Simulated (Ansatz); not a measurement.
## Telling isomers of CH5GaSi apart by their spectra

These gas-phase data were calculated for one isomer of CH5GaSi at B3LYP/6-31G* (harmonic, unscaled wavenumbers; equilibrium rotational constants with average atomic masses):

- rotational constants: 21.92, 1.932, 1.833 GHz
- all wavenumbers above 1500 cm⁻¹: 3057, 3003, 2219, 2218, 2210
- dipole moment: 1.20 D (PBE0/def2-TZVPD)

Candidates:

(1) `C[SiH2][Ga]`, a singlet
(2) `[SiH3][CH2][Ga]`, a singlet

Problem. Assign the data to one candidate and say why.

Solution. Candidate (2). 3 modes lie between 2000 and 2380 cm⁻¹, one for each Si–H bond, while (1) has 2.

The same quantities for all candidates:

```tsv
	rotational constants (GHz)	wavenumbers above 1500 cm⁻¹	dipole (D)	E above the lowest, B3LYP/6-31G* (kcal/mol)
(1)	16, 1.877, 1.731	3120, 3119, 3045, 2147, 2141, 1502	1.15	0.0
(2)	21.92, 1.932, 1.833	3057, 3003, 2219, 2218, 2210	1.20	0.9
```

Harmonic stretches to hydrogen usually lie a few per cent above observed fundamentals. Programs: Ansatz 0.2.0.

The Si–H count settles the choice between these two candidates, and the positions of the bands support it. Hydrogens on the atom bonded to gallium vibrate at lower wavenumber in both isomers: the Si–H stretches fall from about 2219 to 2147 cm⁻¹ when Ga sits on silicon, and the C–H stretches are lower when it sits on carbon. Electropositive Ga(I) probably pushes charge onto its neighbour and weakens the adjacent X–H bonds, perhaps helped by donation from these bonds into the empty Ga 4p orbitals.

The largest rotational constant is an independent discriminator. With light carbon rather than silicon at the bend of the heavy-atom skeleton, less mass lies off the long axis. The dipoles are too similar to help.

The near-degeneracy suggests that the stronger Ga–C bond in (2) is offset by the exchange of a strong C–H bond for a weaker Si–H one. A gap of 0.9 kcal/mol does not securely order the isomers, and isomers with Ga–H bonds were not compared.
